**Polarisability of neon and its ions**

The naive picture of stripping electrons from neon is pure contraction. Each lost electron leaves one fewer to respond to a field, and those that remain feel a larger effective charge $Z_\text{eff}$. A hydrogen-like orbital has $\langle z^2\rangle\propto Z_\text{eff}^{-2}$ and excitation energies $\propto Z_\text{eff}^{2}$, so its polarisability scales as $Z_\text{eff}^{-4}$. Slater's rules give $10-1.7-7(0.35)=5.85$ for an $n=2$ electron of Ne and $10-1.7=8.3$ for the lone 2s electron of Ne7+. With eight electrons reduced to one, the polarisability should drop by $8\,(8.3/5.85)^4\approx 32$. The PBE response calculation gives a drop of 7.9.

Neon and its ions, computed with radks 1 (radial solver with Libxc) using all-electron, non-relativistic, spin-polarised PBE and a point nucleus. The atoms are spherical, in the ground configurations listed by NIST, with open shells filled at highest spin. Linear response is from the Sternheimer equations with the Hartree and adiabatic LDA kernel.

| species | Z | charge (e) | electrons | configuration | dipole polarisability (bohr³) | uncoupled dipole polarisability (bohr³) | C6 (a.u.) | C9 (triple dipole) (a.u.) | coupled / uncoupled |
| --- | --- | --- | --- | --- | --- | --- | --- | --- | --- |
| Ne | 10 | 0 | 10 | [He] 2s2 2p6 | 3.104 | 3.535 | 7.488 | 16.12 | 0.878 |
| Ne+ | 10 | 1 | 9 | [He] 2s2 2p5 | 1.413 | 1.664 | 2.479 | 2.489 | 0.849 |
| Ne2+ | 10 | 2 | 8 | [He] 2s2 2p4 | 0.8700 | 1.080 | 1.105 | 0.6744 | 0.806 |
| Ne3+ | 10 | 3 | 7 | [He] 2s2 2p3 | 0.6709 | 0.8603 | 0.5970 | 0.2690 | 0.780 |
| Ne6+ | 10 | 6 | 4 | [He] 2s2 | 0.4835 | 0.8924 | 0.1828 | 0.06313 | 0.542 |
| Ne7+ | 10 | 7 | 3 | [He] 2s1 | 0.3910 | 0.4559 | 0.08012 | 0.02260 | 0.858 |
| Ne8+ | 10 | 8 | 2 | 1s2 | 0.001066 | 0.00109 | 3.181e-05 | 2.500e-08 | 0.978 |

The uncoupled polarisability, $\alpha_0$, is the response of the Kohn-Sham electrons to the applied field alone. The dipole polarisability, $\alpha$, includes the field of the induced density, and the last column is $\alpha/\alpha_0$. $C_6$ and $C_9$ are the two-body and three-body dispersion coefficients, integrals of $\alpha(i u)^2$ and $\alpha(i u)^3$ over the imaginary frequency $u$. Between ions the Coulomb forces outweigh dispersion, so here the two coefficients serve as probes of the spectrum.

**What needs explaining**

$\alpha$ falls from each row to the next, but unevenly. The first three ionisations divide it by 2.20, 1.62 and 1.30. The three charges from Ne3+ to Ne6+ together divide it by only 1.39, and over that same interval $\alpha_0$ rises by 3.7 %. Per $n=2$ electron, $\alpha$ goes from $3.104/8=0.388$ bohr³ in Ne down to $0.6709/5=0.134$ in Ne3+ and back up to 0.391 in Ne7+. The last step divides $\alpha$ by 367. The ratio $\alpha/\alpha_0$ declines from Ne to Ne3+, drops to 0.542 at Ne6+ and recovers to 0.858 at Ne7+.

**Two ways for an $n=2$ electron to respond**

The uncoupled polarisability is a sum over dipole-allowed transitions from occupied to empty orbitals, $\alpha_0=\sum 2|\langle a|z|i\rangle|^2/(\varepsilon_a-\varepsilon_i)$. The naive scaling assumes that each transition leaves the shell, to $n\ge 3$ or the continuum. These transitions do stiffen as $Z_\text{eff}^{2}$. But 2s→2p is dipole-allowed as well, and it differs in two respects. Its matrix element is large, $3/Z_\text{eff}$ for hydrogenic orbitals, because both orbitals fill the same region. Its energy $\Delta$ is small, because 2s and 2p are degenerate in a bare Coulomb field and are split only by the other electrons, which the 2s orbital penetrates better. Raising the charge therefore does not lift $\Delta$ as it lifts the out-of-shell energies.

The Pauli principle decides how far this channel is open. A 2s electron can go only to a 2p orbital of its own spin. With spherical averaging, a spin channel that holds $n_{2p}$ electrons is open to the fraction $1-n_{2p}/3$. At highest spin the majority 2p set stays full from Ne to Ne3+ while the minority set empties, so the summed weight $w$ is 0, 1/3, 2/3 and 1. In Ne6+ both 2s electrons face an empty 2p shell and $w=2$. Ne7+ has $w=1$, and Ne8+, with no 2s electron, has $w=0$. That the fractional occupations of Ne+ and Ne2+ enter the computed response in just this linear way is an assumption. Those two ions are also not spherical in nature, and their rows describe an averaged density without anisotropy or term structure.

Removing a 2p electron thus does two opposite things: it removes a contributor and tightens the rest, and it opens a soft transition for a 2s electron. The two channels add:

$$\alpha_0=\frac{9}{(Z-5/16)^4}+\frac{120\,n_{2s}+176\,n_{2p}}{Z_\text{eff}^4}+\frac{18\,w}{Z_\text{eff}^2\,\Delta}.$$

The first term is the 1s pair, $2\times 9/2$ with the variational screening constant. The numbers 120 and 176 are the hydrogenic polarisabilities of 2s and of orientation-averaged 2p without the 2s–2p term, and $18=2\times 3^2$. The effective charge is $Z_\text{eff}=Z-1.7-s\,(n_{2s}+n_{2p}-1)$.

**Ne7+ worked through**

For a single $n=2$ electron $s$ drops out and $Z_\text{eff}=8.3$. The core gives 0.0010 bohr³ and the out-of-shell term $120/8.3^4=0.0253$, together 0.0263. The table has 0.4559, about 17 times more, so no parameter-free contraction estimate comes near it. The remainder, 0.4296, must equal $18/(8.3^2\Delta)=0.2613/\Delta$, which requires $\Delta=0.608$ hartree. This gap is inferred from $\alpha_0$ and is not a computed orbital-energy difference. With the common gap of 0.702 hartree from the fit to the five ions described next, a fit that includes Ne7+, the estimate is $0.0263+0.2613/0.702=0.399$, 13 % below the table.

**How well the formula does**

$s$ and one common $\Delta$ were fitted by least squares on $\ln\alpha_0$. Over the six rows with $n=2$ electrons this gives $s=0.52$, $\Delta=0.76$ hartree and a root-mean-square error of 21 % relative to the table, worst at Ne3+ (+30 %). A two-parameter fit without the third term, with a free amplitude on the second, has an error of 44 % and needs a negative screening constant and an amplitude near 16, neither of which makes physical sense. Leaving out neutral Ne, whose PBE potential has no Coulomb tail at all, gives $s=0.45$ and $\Delta=0.70$ and then underestimates Ne by 47 %. The two constants trade against each other and should not be read as properties of the ions.

These misfits are real, since the entries are rounded at the level of 0.05 %. Both two-channel fits are too high at Ne2+ and Ne3+ and too low at Ne7+, which is the pattern that a gap growing with the number of electrons would produce; a single $Z_\text{eff}$ for 2s and 2p is the other obvious fault, and the fit cannot tell the two apart. In the five-ion fit the 2s→2p share grows from about a fifth in Ne+ to over half in Ne3+ and over nine tenths in Ne6+ and Ne7+. The last figure is secure in size, as the worked row shows; the intermediate shares are rough, and if the gap grows with the number of electrons those at low charge are too high. Ne8+ involves no fitted constant: $9/(Z-5/16)^4=0.001022$ bohr³, 6 % below $\alpha_0$ and 4 % below $\alpha$. The final collapse is simply the loss of the $n=2$ shell.

**Evidence that needs no fit**

If all the strength sat in one line of energy $\omega$ and oscillator strength $f$, then $\alpha(iu)=\alpha/(1+u^2/\omega^2)$, and the integrals give

$$C_6=\tfrac34\alpha^2\omega,\qquad C_9=\tfrac34\alpha\,C_6,\qquad f=\alpha\omega^2 .$$

The first relation turns two columns into a mean excitation energy. It rises from 1.04 hartree in Ne to 1.95 in Ne2+, as contraction demands, and then falls through 1.77 and 1.04 to 0.70 in Ne7+ although the charge keeps growing. At Ne8+ it jumps to 37.3. The numbers thus show that a low-lying transition takes over the response; that it is 2s→2p is argued from the configurations, there being no other candidate. The effective $f$ agrees. It is only 0.19 in Ne7+ and 0.53 in Ne6+, somewhat above the 0.16 and 0.41 that $2\Delta|z|^2$ per electron gives with the gaps matched to $\alpha_0$. A weak line in terms of $f$ dominates $\alpha=f/\omega^2$ because its energy is low.

The $C_9$ relation measures how single-lined the spectrum is. The ratio $C_9/(\tfrac34\alpha C_6)$ lies between 0.89 and 0.99 in all rows. It is lowest at Ne3+ (0.895), where two channels of different energy carry comparable weight, and higher where one dominates (0.962 in Ne7+, 0.983 in Ne8+). Neutral Ne, at 0.925, is second lowest without any 2s→2p channel, presumably because its strength is spread over a broad continuum; a low ratio signals breadth, whatever the cause. The same relation explains why $C_6$ falls by only 2.5×10³ at the last step while $\alpha^2$ falls by $367^2\approx1.3\times10^5$: $\omega$ grows by $37.3/0.70\approx53$.

The quadrupole polarisability from the same calculations offers a control, because a quadrupole field cannot drive 2s→2p. It is 9.99 bohr⁵ in Ne and 0.0388 in Ne7+, a fall of 258. Out-of-shell scaling is $Z_\text{eff}^{-6}$ for the quadrupole and $Z_\text{eff}^{-4}$ for the dipole, so the matching dipole fall would be near $258^{2/3}\approx40$, five times the actual 7.9. The conversion is crude: it also rescales the electron count, and it cannot be carried to the step from Ne7+ to Ne8+, where the shell itself changes and the two multipoles have different hydrogenic prefactors. It shows that the dipole response of Ne7+ is too large for its size; the factor of 17 in the worked row is the better measure of how much.

**Why Ne6+ screens so strongly**

For one dominant transition the induced density pushes the line from $\Delta$ to $\Omega$, with $\Omega^2=\Delta^2+2\Delta K$, where $K$ is the matrix element of the kernel with the transition density 2s·2p. The oscillator strength is unchanged, so

$$\frac{\alpha_0}{\alpha}-1=\frac{2K}{\Delta}.$$

Screening is strong when the gap is small, and this accounts for the broad pattern. The excess $\alpha_0/\alpha-1$ is about 0.02 in Ne8+, where a coupling of order $Z$ faces a gap of order $Z^2$. It grows from 0.139 in Ne to 0.282 in Ne3+, in step with the opening of the soft channel. The relation also gives $\Delta=\omega\sqrt{\alpha/\alpha_0}$, a second estimate of the gap that uses $C_6$ and no hydrogenic input: 0.77 hartree for Ne6+ and 0.65 for Ne7+, against 0.71 and 0.61 from matching $\alpha_0$. It comes out higher, as it should when $\omega$ includes some high-lying strength.

The contrast between Ne6+ (0.846) and Ne7+ (0.166) is a matter of spin. If only the Coulomb repulsion $J$ of the transition density acted, two electrons would give $K=2J$ and one electron $K=J$, a ratio of 2 at equal gap. The table gives 5.1. Exchange acts only between equal spins, and for an electron acting on itself it opposes the Coulomb term. Ne7+ has only this same-spin coupling. Ne6+ has it too, and in addition each 2s electron feels the induced dipole of its opposite-spin partner, with no exchange to cancel it. If the same-spin part is alike in both ions, the difference $0.846-0.166=0.680$ is the opposite-spin part. The hydrogenic integral is $J=15Z_\text{eff}/512=0.230$ hartree at $Z_\text{eff}=7.85$ (from the five-ion fit), so $2J/\Delta=0.65$ with $\Delta=0.706$. The size is right; agreement to a few per cent is partly luck, given hydrogenic orbitals, unequal gaps and an estimate that leaves out the correlation part of the kernel.

For Ne7+ itself the bare Coulomb value is larger, $J=15(8.3)/512=0.243$ hartree and $2J/\Delta=0.80$ with $\Delta=0.608$, so the excess of 0.166 is about a fifth of it and local exchange cancels roughly four fifths of the self-repulsion. For a truly lone electron the exact functional would cancel all of it, and $\alpha=\alpha_0$. The 1s core is far too stiff, at 0.001 bohr³, to shield much, so theory puts much of the 0.166 down to self-interaction in the Hartree plus LDA kernel. The coupled 0.391 is therefore probably too low, and $\alpha_0$ may be the better number for this ion; the table alone does not fix the size of the error, since the PBE gap inside $\alpha_0$ has a self-interaction error of its own. Ne6+ carries a different caution. The nearness of 2s and 2p that makes it polarisable also mixes 2s² strongly with 2p², which a single configuration with an adiabatic kernel does not describe.

**The neutral atom**

Ne is the row that the constants fitted to the ions miss by most, and the one with a reference: 3.104 bohr³ is 16.6 % above the recommended 2.661 listed with the calculation. Relativity is omitted but small at $Z=10$, and a radial solver has no basis-set error, which leaves the functional and the kernel. The likely cause is that the PBE potential decays faster than $-1/r$, binds the 2p electrons too weakly and leaves a diffuse tail that polarises easily. Part of the large first step, 2.20, is therefore likely to be this error. In the cations the net charge supplies a Coulomb tail, so the missing piece matters relatively less, and the percentage cannot be carried over to them.

**Using the rule**

For a 2s²2p² or 2s²2p¹ configuration at highest spin the count gives $w=4/3$ and $5/3$. The soft channel gains about as much as the out-of-shell channel loses, so $\alpha_0$ should change little from the 0.86 bohr³ of Ne3+ and may pass through a shallow minimum below it before rising to the 0.89 of Ne6+, with $\alpha/\alpha_0$ moving from 0.780 towards 0.542 as both spins begin to respond together. Along an isoelectronic series the non-relativistic gap grows only as $Z$, so lithium-like and beryllium-like ions should fall off roughly as $Z^{-3}$, helium-like and neon-like ions as $Z^{-4}$, until spin-orbit splitting of 2p alters the gap.
